\section*{Gate voltage of maximum substrate current: solution key}

\subsection*{1. Conventions and premises}

Source and n-well of the pMOSFET are grounded, and all biases are written as magnitudes: $V_g=-V_{GS}$, $V_d=-V_{DS}$, $V_t=|V_T|$, $V_{gt}=V_g-V_t$. The channel potential lies $V(y)>0$ below the source, so the lateral field $E=dV/dy>0$ drives holes to the drain. $I_d$ and $I_{sub}$ are magnitudes, $g_m=dI_d/dV_g$ at fixed $V_d$, $m$ is the body-effect coefficient, and $C_{ox}=\varepsilon_{ox}/t_{ox}$. The same equations hold for an nMOSFET with signed voltages.

\begin{itemize}
\item[P1] In the gradual channel the hole charge per area is $Q_p=C_{ox}(V_{gt}-mV)$, with $V_t$ and $m$ constant.
\item[P2] The drift velocity is $v=\mu E/(1+E/E_{sat})$ for $E<E_{sat}$ and $v_{sat}$ above. Continuity at $E_{sat}$ fixes $E_{sat}=2v_{sat}/\mu$. The mobility $\mu$ is constant.
\item[P3] Beyond the point where $E=E_{sat}$ the current flows in a depleted layer of depth $x_j$, in which $E$ is uniform in depth and the flux through the bottom face does not depend on $y$. The drain is abrupt and free of series resistance.
\item[P4] Holes ionise at the local rate $\alpha=A\exp(-B/E)$ (Chynoweth form). Multiplication is weak, and each generated electron leaves through the well.
\item[P5] $A$, $B$ and $x_j$ do not depend on $V_g$.
\item[P6] The velocity-saturated region is short, $\Delta L\ll L$, and its peak field is large, $E_m\gg E_{sat}$.
\end{itemize}
P6 and the constant mobility are relaxed in Section 8.

\subsection*{2. Saturation voltage and current}

Current continuity with P1 and P2 gives $I_d(1+E/E_{sat})=W\mu C_{ox}(V_{gt}-mV)\,dV/dy$. Integrate from the source to the point where $E=E_{sat}$, which by P6 lies at $y\simeq L$. Call the potential there $s\equiv V_{dsat}$, and set $x=V_{gt}/m$, $V_L=E_{sat}L$:
\begin{equation}
I_d\,(L+s/E_{sat})=W\mu C_{ox}m\,(xs-s^2/2).
\end{equation}
At that point $v=v_{sat}$, so also $I_d=Wv_{sat}C_{ox}m(x-s)$. Eliminating $I_d$ with $\mu=2v_{sat}/E_{sat}$ gives $2xs-s^2=(x-s)(V_L+s)$, that is $s(x+V_L)=xV_L$. Hence
\begin{equation}
s=\frac{xV_L}{x+V_L},\qquad I_d=Wv_{sat}C_{ox}m\,\frac{x^2}{x+V_L}=Wv_{sat}C_{ox}m\,\frac{s^2}{V_L-s},
\label{sat}
\end{equation}
where the last form uses $x=sV_L/(V_L-s)$. For $V_L\gg x$ this is the square law, $s=V_{gt}/m$ and $I_d=W\mu C_{ox}V_{gt}^2/(2mL)$. Differentiation with $dx/dV_g=1/m$ gives
\begin{equation}
\frac{g_m}{I_d}=\frac1m\left[\frac2x-\frac1{x+V_L}\right],\qquad
\frac{ds}{dV_g}=\frac1m\,\frac{V_L^2}{(x+V_L)^2}=\frac1m\left(1-\frac{s}{V_L}\right)^2 .
\label{der}
\end{equation}

\subsection*{3. Field near the drain}

Move the origin of $y$ to the saturation point and apply Gauss's law to a slice of depth $x_j$. The enclosed charge per area is $Q_p+qN_Dx_j$. The outward flux consists of the lateral part $\varepsilon_{si}x_j\,dE/dy$, the part toward the negative gate $C_{ox}(V_g-V_0-V)$, with $V_0$ a constant made of flat-band voltage and band bending, and the bottom part $D_b$:
\begin{equation}
\varepsilon_{si}x_j\frac{dE}{dy}+C_{ox}(V_g-V_0-V)+D_b=Q_p+qN_Dx_j .
\end{equation}
Here $Q_p=I_d/(Wv_{sat})$ is independent of $y$, because both current and velocity are. At $y=0$ the gradual-channel picture still holds, so the lateral term is dropped there. Subtracting the $y=0$ equation removes all constants:
\begin{equation}
\frac{d^2V}{dy^2}=\frac{V-s}{l^2},\qquad l=\sqrt{\frac{\varepsilon_{si}}{\varepsilon_{ox}}\,t_{ox}x_j}.
\end{equation}
With $V(0)=s$ and $E(0)=E_{sat}$ the solution is $V-s=\delta\sinh(y/l)$, $E=E_{sat}\cosh(y/l)$, where $\delta=E_{sat}l$. At the drain $V=V_d$. With $u=V_d-s$,
\begin{equation}
E_m=\frac{w}{l},\qquad w=\sqrt{u^2+\delta^2},\qquad \Delta L=l\,\mathrm{arsinh}(u/\delta).
\label{field}
\end{equation}
Under P6, $u\gg\delta$ and $E_m\simeq u/l$.

\subsection*{4. Substrate current}

By P4, $I_{sub}=I_d\int_0^{\Delta L}\alpha\,dy$. Change the variable with $dy=l\,dE/\sqrt{E^2-E_{sat}^2}$ and note that $e^{-B/E}dE=(E^2/B)\,d(e^{-B/E})$. The integrand is concentrated at $E_m$ when $B\gg E_m$, so integration by parts leaves the upper endpoint as the leading term. With $\Lambda=lB$,
\begin{equation}
\frac{I_{sub}}{I_d}\simeq\frac{Al}{B}\frac{E_m^2}{\sqrt{E_m^2-E_{sat}^2}}\,e^{-B/E_m}=\frac AB\,\frac{w^2}{u}\,e^{-\Lambda/w}.
\label{full}
\end{equation}
For $\delta\ll u$,
\begin{equation}
I_{sub}=\frac AB\,I_d\,u\,e^{-\Lambda/u}.
\label{isub}
\end{equation}
The endpoint approximation can be tested in this limit. There $dy=l\,dE/E$, and the integral is $Al\,E_1(z)$ with $z=\Lambda/u$ and $E_1$ the exponential integral. Since $E_1'(z)=-e^{-z}/z$ and $dz/du=-z/u$,
\begin{equation}
\frac{d\ln E_1}{du}=\frac{e^{-z}}{uE_1(z)}=\frac1u\left[z+1-\frac1z+\dots\right],
\label{e1}
\end{equation}
while \eqref{isub} gives $(z+1)/u$. The logarithmic slope, which alone fixes the peak, is therefore correct through its first two terms.

\subsection*{5. Condition for the maximum}

Take the logarithm of \eqref{isub}. By P5 only $I_d$ and $u$ depend on $V_g$, and $du/dV_g=-dV_{dsat}/dV_g$. Setting $d\ln I_{sub}/dV_g=0$ yields
\begin{equation}
\boxed{\frac{g_m}{I_d}=\frac{dV_{dsat}}{dV_g}\left[\frac1{V_d-V_{dsat}}+\frac{lB}{(V_d-V_{dsat})^2}\right]}
\label{cond}
\end{equation}
The left side is the fractional gain in the number of holes that enter the high-field region. The right side is the fractional loss of ionisation per hole as $V_{dsat}$ rises and the drain field falls. The prefactor $A$ drops out. Equation \eqref{cond} needs only \eqref{isub} and holds for any $I_d(V_g)$ and $V_{dsat}(V_g)$.

For the current law \eqref{sat}, $s$ is the convenient variable, since $ds/dV_g>0$. From $\ln I_{sub}=2\ln s-\ln(V_L-s)+\ln u-\Lambda/u+\text{const}$,
\begin{equation}
F(s)\equiv\frac{d\ln I_{sub}}{ds}=\frac2s+\frac1{V_L-s}-g(s),\qquad g=\frac1u+\frac{\Lambda}{u^2}.
\label{F}
\end{equation}
The peak is the root $s^*$ at which $F$ changes from positive to negative, and $V_{gt}^*=ms^*V_L/(V_L-s^*)$.

\subsection*{6. Long channel}

For $V_L\to\infty$, $F=2/s-g(s)$ falls strictly from $+\infty$ at $s=0$ to $-\infty$ at $s=V_d$, because $g$ rises with $s$. There is exactly one root $s_\infty$, a maximum, and $I_{sub}$ vanishes at both ends, which is the bell shape. Setting $F=0$ with $s=V_{gt}/m$ gives
\begin{equation}
V_{gt}^*=\frac{2mu^2}{\Lambda+u}\;\simeq\;\frac{2m\,(V_d-V_{dsat})^2}{lB}\quad(\Lambda\gg u).
\label{long}
\end{equation}
This is implicit, because $u=V_d-V_{gt}^*/m$. The first form is $(V_d-u)(\Lambda+u)=2u^2$, or $3u^2+(\Lambda-V_d)u-\Lambda V_d=0$, whose positive root is
\begin{equation}
u_\infty=\tfrac16\left[-(\Lambda-V_d)+\sqrt{(\Lambda-V_d)^2+12\Lambda V_d}\right],\qquad s_\infty=V_d-u_\infty .
\label{quad}
\end{equation}
Let $\epsilon=V_d/\Lambda$ and $\sigma=s_\infty/V_d$, so that $\sigma[1+\epsilon(1-\sigma)]=2\epsilon(1-\sigma)^2$. Iterating once from $\sigma=2\epsilon$ gives $\sigma=2\epsilon(1-5\epsilon+\dots)$. Of the coefficient 5, one unit comes from the $u$ in the denominator of \eqref{long} and four from $V_{dsat}$ in the numerator. The second form of \eqref{long} thus needs only $\epsilon\ll1$, but replacing $u$ by $V_d$ in it needs $5\epsilon\ll1$.

\subsection*{7. Effect of velocity saturation}

Define $p(s)=g(s)-2/s$, which rises strictly and is positive for $s>s_\infty$. For $s\le s_\infty$, $F=1/(V_L-s)-p>0$. For $s>s_\infty$, $F<0$ is equivalent to
\begin{equation}
V_L>h(s)\equiv s+\frac1{p(s)} .
\end{equation}

\emph{Shape of $h$.} One has $h''=(2p'^2-pp'')/p^3$. On $s>s_\infty$, $0<p<g$, $p'=g'+2/s^2>g'>0$ and $p''=g''-4/s^3<g''$ with $g''>0$, so $2p'^2-pp''>2g'^2-gg''$. With $g'=u^{-2}+2\Lambda u^{-3}$ and $g''=2u^{-3}+6\Lambda u^{-4}$ the last expression equals $2\Lambda^2u^{-6}>0$. So $h$ is strictly convex. It tends to $+\infty$ at $s_\infty$ and to $V_d$, with slope $+1$, at $s=V_d$. It has a single minimum $V_c<V_d$, at $s=s_c$.

\emph{Existence.} For $V_L\ge V_d$, $h=V_L$ has one root, the maximum. For $V_c<V_L<V_d$ there are two, the maximum on the falling branch of $h$ and a minimum at higher gate voltage, beyond which $I_{sub}$ rises again because $V_{dsat}$ is pinned near $V_L$ while $I_d$ grows. For $V_L<V_c$, $F>0$ everywhere and the peak is gone. This threshold, and the divergence of the width found below, rest on the bound $V_{dsat}<V_L$ with $V_L$ independent of $V_g$, that is on strictly constant $\mu$ and $\Delta L\ll L$. A mobility that falls with gate voltage removes the threshold (Section 8, item iv).

\emph{Position.} On the falling branch $ds^*/dV_L=1/h'<0$, so $s^*$ rises as $V_L$ shrinks at fixed $\Lambda$ and $V_d$. Since $1/x^*=1/s^*-1/V_L$, where the first term falls and the subtracted term rises, $V_{gt}^*=mx^*$ rises as well, and by a larger factor.

\emph{Width.} Because $F(s^*)=0$, the second derivative in $V_g$ is $F'(s^*)(ds/dV_g)^2$. At the root $1/(V_L-s)=p$, so $F'=p^2-p'=p^2h'$. Near the peak $I_{sub}\propto\exp[-(V_g-V_g^*)^2/2\Gamma^2]$ with
\begin{equation}
\frac1{\Gamma^2}=\frac{p'-p^2}{m^2}\left(1-\frac{s^*}{V_L}\right)^4 .
\label{width}
\end{equation}
As $V_L$ shrinks, $p^2$ grows and $1-s^*/V_L$ falls, and $p'$ falls as long as $4/s^3>g''$. Under that condition the peak broadens steadily, and $\Gamma$ diverges at $V_L=V_c$, where $h'=0$.

\subsection*{8. Numerical illustration: Si pMOSFET, $L=0.5\,\mu$m, $V_{DS}=-5$ V}

The static dielectric constant of Si is 11.7 (compiled value, Ioffe Institute, 300 K), and $L$ is the effective channel length. The other inputs are typical or approximate: $\varepsilon_{ox}/\varepsilon_0=3.9$, $t_{ox}=12$ nm, $x_j=0.25\,\mu$m, $V_t=0.8$ V, $m=1.2$, $\mu=100$ cm$^2$/(V\,s), $v_{sat}=6\times10^6$ cm/s, and effective hole coefficients $A=8\times10^6$ cm$^{-1}$, $B=3.7\times10^6$ V/cm. Then $l=94.9$ nm, $\Lambda=35.1$ V, $E_{sat}=1.2\times10^5$ V/cm, $V_L=6.0$ V and $\delta=1.14$ V. These rounded values are used below, and second decimals in gate voltages serve only to resolve shifts within the model.

\emph{Long-channel limit.} Equation \eqref{quad} gives $u_\infty=(-30.1+54.88)/6=4.130$ V, $s_\infty=0.870$ V and $V_{gt}^*=1.04$ V. The second form of \eqref{long}, solved self-consistently, gives 1.13 V, 8\% higher. Setting $u=V_d$ gives 1.71 V, 64\% higher, as expected from $\epsilon=0.142$ and $5\epsilon=0.71$.

\emph{Actual length.} The root of \eqref{F} for $V_L=6.0$ V is $s^*=0.925$ V, so $u=4.075$ V, $x^*=1.094$ V and $V_{gt}^*=1.31$ V. In \eqref{cond}, using \eqref{der}, the left side is $1.41$ V$^{-1}$. The bracket is $0.245+2.11=2.36$ V$^{-1}$ and $dV_{dsat}/dV_g=0.596$, with product $1.41$ V$^{-1}$. The peak lies at $V_{GS}=-2.11$ V, and velocity saturation has moved it up by 0.27 V. Varying $L$ formally, with all else fixed:

\begin{center}
\begin{tabular}{cccccc}
$L$ ($\mu$m) & $V_L$ (V) & $s^*$ (V) & $V_{gt}^*$ (V) & $V_{GS}^*$ (V) & $\Gamma$ (V)\\ \hline
$\infty$ & $\infty$ & 0.870 & 1.04 & $-1.84$ & 0.62\\
0.50 & 6.0 & 0.925 & 1.31 & $-2.11$ & 0.91\\
0.25 & 3.0 & 1.020 & 1.85 & $-2.65$ & 1.63
\end{tabular}
\end{center}

The minimum of $h$ is $V_c=2.04$ V at $s_c=1.42$ V, which corresponds to $L=0.17\,\mu$m and $V_g=6.4$ V. This threshold is formal, since it lies outside the premises. At $V_{gt}=5.6$ V the mobility law of item (iv) below puts $\mu$ a factor 1.8 under its low-field value, and \eqref{field} gives $\Delta L=0.18\,\mu$m, which exceeds $L$. P6 already fails in the last row of the table, where $\Delta L=0.19\,\mu$m. The condition $4/s^3>g''$ holds for all $s\le1.43$ V, so the broadening is monotonic up to $V_c$.

\emph{Magnitude.} At the peak $z=8.61$, $E_m=4.3\times10^5$ V/cm, $A/B=2.16$ V$^{-1}$ and $I_{sub}/I_d=1.6\times10^{-3}$, so multiplication is weak. This ratio is the model's for an abrupt drain. A lightly doped drain, common in such devices, typically gives a ratio lower by roughly an order of magnitude.

\emph{Neglected terms.} Several rival the 0.27 V shift.

(i) Endpoint approximation. The slope \eqref{e1} is 0.9\% below $(z+1)/u$, which raises $V_g^*$ by 0.01 V.

(ii) Finite $E_{sat}$ in $E_m$. Here $\delta/u=0.28$. With $dw/du=u/w$, \eqref{full} replaces $g$ by
\begin{equation}
G=\frac{2u}{w^2}-\frac1u+\frac{\Lambda u}{w^3}.
\end{equation}
The root moves to $s^*=1.013$ V and $V_{GS}^*=-2.26$ V, up by 0.15 V, since the field is now less sensitive to $V_{dsat}$.

(iii) Finite $\Delta L$. The gradual channel has length $L-\Delta L$, so \eqref{sat} holds with $V_L'=V_L-\delta\,\mathrm{arsinh}(u/\delta)$ from \eqref{field}, and $dV_L'/ds=\delta/w$. Together with (ii) the condition is
\begin{equation}
\frac2s+\frac{1-\delta/w}{V_L'-s}=G .
\end{equation}
Its root is $s^*=1.036$ V, with $\Delta L=0.19\,\mu$m, $V_L'=3.77$ V and $V_{GS}^*=-2.51$ V, a further 0.25 V. P6 is thus only marginally met, and relaxing it costs 0.40 V in all.

(iv) Mobility degradation. Take $\mu=\mu_0/(1+\theta V_{gt})$ with typical $\mu_0=120$ cm$^2$/(V\,s) and $\theta=0.15$ V$^{-1}$, which gives $\mu=100$ cm$^2$/(V\,s) at $V_{gt}=1.33$ V. Then $V_L=5.0\ \mathrm{V}+kx$ with $k=0.90$, and \eqref{der} becomes
\begin{equation}
\frac{g_m}{I_d}=\frac1m\left[\frac2x-\frac{1+k}{x+V_L}\right],\qquad \frac{ds}{dV_g}=\frac1m\,\frac{V_L^2+kx^2}{(x+V_L)^2}.
\end{equation}
Inserted in \eqref{cond}, without (ii) and (iii), these give $V_{GS}^*=-2.01$ V, down by 0.11 V. The same law removes the threshold $V_c$. For any $k>0$, $V_{dsat}$ is not pinned but grows as $kx/(1+k)$ at large $x$ and reaches $V_d$. Then $I_{sub}$ vanishes at both ends of the saturation range, and \eqref{cond} always has a maximum. Formally, still without (ii) and (iii), $L=0.17\,\mu$m has $V_L=1.7\ \mathrm{V}+0.31x$ and peaks at $V_g=2.7$ V, and $L=0.10\,\mu$m has $V_L=1.0\ \mathrm{V}+0.18x$ and peaks at $V_g=3.9$ V, where $V_L=1.5$ V is below $V_c$. The upward shift with shrinking $L$ persists, and both peaks lie inside a 5 V gate range.

(v) Input sensitivity. From \eqref{F}, $ds^*/d\ln\Lambda=(\Lambda/u^2)/F'$ with $F'=-3.40$ V$^{-2}$, so $dV_g^*/d\ln\Lambda=-1.04$ V. A 10\% rise in $lB$ lowers the peak by 0.10 V. Letting $D_b$ and the depletion charge follow $V$ as in P1 replaces $C_{ox}$ by $mC_{ox}$ in $l$, shortens $l$ by 9\% and acts with about this size in the opposite sense.

\emph{Result.} The closed condition gives $V_{GS}^*\approx-2.1$ V. With the corrections above the model places the peak between about $-2.0$ and $-2.5$ V, or 0.4 to 0.5 of $V_d$. This is the model's number for the stated inputs.

\subsection*{9. Range of validity}

\begin{itemize}
\item Condition \eqref{cond} requires saturation with $V_d-V_{dsat}\gg E_{sat}l$, $B\gg E_m$ and $I_{sub}\ll I_d$. It fails near avalanche or parasitic-bipolar breakdown.
\item The explicit laws \eqref{sat} and \eqref{der} require strong inversion, $V_{gt}\gg mkT/q$ with $kT/q=0.026$ V at 300 K, as well as $\Delta L\ll L$, weakly varying mobility and small series resistance.
\item The long-channel form \eqref{long} requires $E_{sat}L\gg V_{gt}/m$, and its second form $lB\gg V_d-V_{dsat}$. The difference $V_d-V_{dsat}$ must be kept self-consistent.
\item The threshold $E_{sat}L>V_c$ and the vanishing of the peak below it hold only for strictly constant $\mu$ and $\Delta L\ll L$. Both fail where $V_c$ is reached in the example, so $V_c$ is not a general existence condition. The upward shift is a statement at fixed $lB$ and $V_d$. If $t_{ox}$ and $x_j$ shrink with $L$, the smaller $l$ adds to it, and a lower $V_d$ opposes it.
\item P5 fails where the depth of the current path or the drain-end field depends on the gate, as in buried-channel devices and overlapped lightly doped drains. A term $d\Lambda/dV_g$ then enters \eqref{cond}.
\item P4 is an effective description. The rate $\alpha$ decays over $l/z=11$ nm from the drain, whereas a hole needs at least $E_g/qE_m=26$ nm to gain the gap energy of 1.12 eV (compiled value, Wing 2021, 300 K). Ionisation is therefore non-local, and $B$ must be a value appropriate to transistor field profiles rather than to uniform fields. The form \eqref{isub} is lost altogether once $q(V_d-V_{dsat})$ is no longer several times $E_g$.
\end{itemize}